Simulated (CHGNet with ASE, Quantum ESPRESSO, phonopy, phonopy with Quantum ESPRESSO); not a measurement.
# Transverse optical mode of zinc-blende SiC against volume: LDA gives a Grüneisen parameter of 1.13, CHGNet gives no usable value

We calculate the highest zone-centre mode of zinc-blende SiC at six volumes, from 3% compression to 5% expansion, with LDA and with the machine-learned potential CHGNet. Each level is scaled from its own static volume $V_0$. The macroscopic field is left out, so the mode is the transverse optical one, in which the Si and C sublattices move against each other.

Its shift with volume is what turns a Raman line position into a strain or pressure reading in SiC layers and devices. The measure of that shift is the mode Grüneisen parameter $\gamma = -\,d\ln\omega/d\ln V$, positive when the mode softens on expansion. The two levels are compared with each other; the table has no measured row.

## How the numbers were made

One crystal, SiC (zinc-blende), taken from a measured cell of the Crystallography Open Database (known phase (3C)), directly or through a relaxation at another level, and relaxed at each level to its static volume V0; then scaled volumes, with shape and atoms relaxed at fixed volume where symmetry leaves them free. Quantum ESPRESSO 7.5 rows: plane waves at 45 Ry, no spin, finite atomic displacements in 3×3×3 supercells with phonopy 4.10. Machine-learned potentials: finite atomic displacements of 0.04 Å in 4×4×4 supercells with phonopy 4.10. The same in all rows: lowest frequency along the high-symmetry path, interpolated; zero means stable, negative imaginary: 0.0 cm⁻¹.

Notes on method and selection:

- Minus the slope of ln ω against ln V is the mode Grüneisen parameter.
- Harmonic values at the static lattice; measured values carry thermal expansion and anharmonic shifts at their temperature.
- CHGNet is a published machine-learned interatomic potential trained on PBE and PBE+U data; it has no electrons, no dipole term and hence no LO-TO splitting.
- Runs that did not converge, have known faults or may not be shown are not listed, and runs on Ansatz's PAW sets soft_1 and soft_2 are kept to separate tables.

Columns:

- volume (Å³): volume per atom.
- pressure (GPa): static pressure at that volume, compression positive.
- highest Γ mode (cm⁻¹): highest optical mode at the zone centre, without the macroscopic field (no LO-TO term).

## Results

```
member        level of theory               volume (Å³)  pressure (GPa)  highest Γ mode (cm⁻¹)
V/V0 = 0.97   CHGNet 0.3.0                  10.173       7.20            475.8
V/V0 = 0.985  CHGNet 0.3.0                  10.331       3.01            472.2
V/V0 = 1      CHGNet 0.3.0                  10.488       0.00            486.8
V/V0 = 1.015  CHGNet 0.3.0                  10.645       −3.44           479.3
V/V0 = 1.03   CHGNet 0.3.0                  10.803       −5.41           477.1
V/V0 = 1.05   CHGNet 0.3.0                  11.012       −9.68           485.9
V/V0 = 0.97   LDA, GBRV (Quantum ESPRESSO)  9.831        7.39            826.8
V/V0 = 0.985  LDA, GBRV (Quantum ESPRESSO)  9.983        3.56            812.6
V/V0 = 1      LDA, GBRV (Quantum ESPRESSO)  10.135       −0.01           798.8
V/V0 = 1.015  LDA, GBRV (Quantum ESPRESSO)  10.287       −3.32           785.4
V/V0 = 1.03   LDA, GBRV (Quantum ESPRESSO)  10.439       −6.41           772.4
V/V0 = 1.05   LDA, GBRV (Quantum ESPRESSO)  10.642       −10.18          755.7
```

Least-squares fits to the whole series, with x = volume (Å³); R² and errors in the fitted variable (y, or ln y where the fit is in ln y):

```
y                      level of theory               members  fit                              R²    rms residual  leave-one-out rms  the same for the mean of the others
highest Γ mode (cm⁻¹)  CHGNet 0.3.0                  6        ln y = 5.640 + 0.2259 ln x       0.30  0.0092        0.012              0.013 (fit hardly better)
highest Γ mode (cm⁻¹)  LDA, GBRV (Quantum ESPRESSO)  6        ln y = 9.311294 − 1.134818 ln x  1.00  3.7×10⁻⁵      6.3×10⁻⁵           0.036
```

## What drives the series

In LDA the mode falls at every step of expansion, from 826.8 to 755.7 cm⁻¹, while the volume per atom grows from 9.831 to 10.642 Å³. The fit gives $\gamma$ = 1.13, so 1% more volume lowers the frequency by about 1.1%. The value is nearly steady over the range: with the volume ratios, the first pair of rows gives ln(826.8/812.6) / ln(0.985/0.97) = 1.13, and the last pair gives ln(772.4/755.7) / ln(1.05/1.03) = 1.14.

The reason is the anharmonicity of the Si–C bond. For two sublattices moving against each other, $\omega = \sqrt{k/\mu}$, with $k$ the effective force constant and $\mu$ the reduced mass. The masses do not change, so the whole shift comes from $k$, which varies as $V^{-2\gamma}$. Bond length goes as $V^{1/3}$ in this structure, so $k$ varies as bond length to the power −2 × 3 × 1.135 = −6.8. Stretching the bonds by 1% thus lowers the force constant by between 6 and 7%. The usual picture is that the bonding overlap weakens and the short-range repulsion drops steeply; the rows give the size of the change, not its electronic origin.

CHGNet does not reproduce this. Its six values lie between 472.2 and 486.8 cm⁻¹ and go down, up, down, down and up as the volume grows. The fitted slope corresponds to a negative $\gamma$, but the fit predicts a left-out row hardly better than the mean of the others does (0.012 against 0.013 in $\ln\omega$), so we take no Grüneisen parameter from it.

The frequency itself is also far too low. At the respective $V_0$ the ratio to LDA is 486.8 / 798.8 = 0.61, which means a force constant of 0.61² = 0.37 times the LDA one. CHGNet was trained on PBE and PBE+U data, not on LDA, but a change of functional alone would not be expected to open so wide a gap. Resistance to uniform compression is much closer: between $V/V_0$ = 0.985 and 1.015 the pressure changes by 3.01 + 3.44 = 6.45 GPa in CHGNet and by 3.56 + 3.32 = 6.88 GPa in LDA. Near $V_0$ the potential is therefore not much softer than LDA against uniform compression. Its phonons are another matter, and not only the mode tabled here: the top of the acoustic branches, the highest optical frequency and the zero-point energy all lie well below their LDA counterparts. The low zone-centre mode is part of a spectrum that is too soft as a whole, not a fault peculiar to moving one sublattice against the other.

## Departures from the trend

Largest departures from the fit to the whole series:

```
member        level of theory               highest Γ mode (cm⁻¹)  fit    computed − fit  computed / fit  in rms residuals (of ln y)
V/V0 = 0.97   LDA, GBRV (Quantum ESPRESSO)  826.8                  826.8  0.0             1.00            1.6
V/V0 = 1      LDA, GBRV (Quantum ESPRESSO)  798.8                  798.8  0.0             1.00            1.3
V/V0 = 0.985  LDA, GBRV (Quantum ESPRESSO)  812.6                  812.6  0.0             1.00            0.8
V/V0 = 1.015  LDA, GBRV (Quantum ESPRESSO)  785.4                  785.4  0.0             1.00            0.7
```

The LDA rows follow their power law to within the printed rounding, so none of them calls for an explanation.

The table of departures lists LDA rows only, yet the CHGNet row at $V/V_0$ = 1 lies further from its own fit, counted in rms residuals, than any of them. Its 486.8 cm⁻¹ is 14.6 above its compressed neighbour and 7.5 above its expanded one. The row at $V/V_0$ = 1.05 is also high, 8.8 cm⁻¹ above the row before it. Relaxation of the atoms cannot be responsible, since symmetry fixes both sites in zinc-blende.

A plausible cause is small ripples in the learned energy surface, which second derivatives such as force constants magnify. All CHGNet rows use the same displacement of 0.04 Å, so they cannot show how far the scatter depends on that step. The pressures, which need no displaced atoms, are uneven too. Over the first four volume steps, which are equal, CHGNet's pressure drops by about 4.2, 3.0, 3.4 and 2.0 GPa, whereas LDA's drops by a smoothly shrinking 3.8, 3.6, 3.3 and 3.1 GPa or so. CHGNet's zero-point energy, which sums over the whole zone, also rises again at the largest volume, so the irregularity is not confined to this one mode.

## Short exercises

**How far does the Raman line move under 2 GPa of hydrostatic pressure?**
We take the LDA rows on either side of $V_0$. The frequency changes by 812.6 − 785.4 = 27.2 cm⁻¹ while the pressure changes by 3.56 + 3.32 = 6.88 GPa. The slope is 27.2 / 6.88 = 3.95 cm⁻¹ per GPa, so 2 GPa raises the line by 2 × 3.95 = 7.9 cm⁻¹. A film under biaxial stress needs more than this slope, because such stress also splits the mode.

**Is CHGNet's frequency low only because its cell is larger?**
Its $V_0$ is 10.488 Å³ per atom, against 10.135 in LDA. Interpolating the LDA rows to 10.488 Å³ gives 772.4 − (10.488 − 10.439) × (772.4 − 755.7) / (10.642 − 10.439) = 768.4 cm⁻¹. The larger volume thus accounts for 798.8 − 768.4 = 30.4 cm⁻¹ of a gap of 798.8 − 486.8 = 312.0 cm⁻¹, or about a tenth. The rest is a force constant that is too small at equal volume.

**Could CHGNet supply $\gamma$ from just two volumes near $V_0$?**
From $V/V_0$ = 0.985 to 1 we get −ln(486.8/472.2) / ln(10.488/10.331) = −2.0. From 1 to 1.015 we get −ln(479.3/486.8) / ln(10.645/10.488) = +1.0. The second figure looks reasonable, but the first shows that the answer depends on which pair is picked. CHGNet will not do for this purpose.

## Conclusions

The levels do not agree on the Grüneisen parameter. LDA gives a nearly constant 1.13 between 9.831 and 10.642 Å³ per atom, and CHGNet gives scatter around a frequency far below the LDA one. CHGNet's compressibility near $V_0$ is close to LDA's although its phonon spectrum as a whole is much softer, so agreement in the first says little about the second. A learned potential should be tested on the phonons themselves, at several volumes, before it is used for strain shifts or thermal expansion.

The LDA values are harmonic and belong to the static lattice. Zero-point motion and heating expand the crystal and so lower the mode; anharmonic coupling between phonons usually lowers it further. LDA also tends to make cells slightly too small, which pushes the frequency at its own $V_0$ upwards. The longitudinal optical mode, which the macroscopic field lifts above the transverse one, is not tabled, and its shift with volume should not be read from these rows.

[Logs are printed without paths, hosts, clocks, repeated set-up lines and the standing remarks that a program may print on its own settings, such as how far it seeks lower states.]
